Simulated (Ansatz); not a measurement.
Cu: energy along a strain

Cu, Fm-3m, a = 3.577 Å. Ansatz: r2SCAN, PAW, 500 eV, Γ-centred 28×28×28 mesh on 1 atom, Gaussian smearing 0.15 eV; no spin polarisation. Cell vectors (Å): 0.000 1.788 1.788; 1.788 0.000 1.788; 1.788 1.788 0.000. The cell is strained by x per cent times the pattern (0 1 0 0 0 0) in the order xx yy zz yz xz xy (engineering shears), with fractional coordinates held. y is the free energy over the start, V0 = 11.441 Å³/atom.

| x (%) | y (meV/atom) |
| --- | --- |
| -2.00 | ? |
| -1.00 | 0.71 |
| 0.00 | 0.00 |
| 0.50 | 0.20 |
| 1.50 | 1.67 |
| 2.00 | 2.92 |

Q: Fit y = c1 x + c2 x² + c3 x³ to the other rows, get the stiffness along the pattern, and predict the missing energy.

A: Least squares on the rows shown. y = 0.03677 x + 0.7351 x² − 0.01173 x³. The clamped-ion stiffness p·C·p = 2 × 7.351 eV × 160.2 / 11.441 Å³ = 206 GPa, which is C22 in these axes (C11 of the cubic crystal); c1 is there for the stress left in the start, which by itself gives a slope of 0.04 meV/atom per %. At x = -2.00 the fit asked for gives 2.96 meV/atom. The run gave 2.96 meV/atom, the same to the digits shown. The form still works here, 33 % of the fitted range beyond its end.

Cost: 6 runs of about 5.7 core-minutes in all, on Intel Xeon Processor @ 2.50GHz (Skylake/Cascade Lake) (shared hosts).

The energy rises almost symmetrically about the start, but part of that symmetry is a cancellation. The residual slope favours slight contraction, while the negative cubic term makes compression costlier than extension, and at the largest strains the two nearly offset each other. The cubic term has the sign expected of a metal in which overlap repulsion between filled d shells and the kinetic energy of the sp electrons grow quickly as atoms approach. With one atom per primitive cell, sitting at an inversion centre, there is no internal relaxation to soften the response, so the clamped-ion stiffness is the full static one.

At 206 GPa it lies well above the measured C11 of copper, and the lattice constant is also shorter than experiment. Both probably reflect overbinding by r2SCAN, with the absence of thermal and zero-point softening a smaller contribution. Because this strain mixes volume change with tetragonal shear, the curve cannot tell whether the excess stiffness lies in the bulk modulus or in the shear resistance.
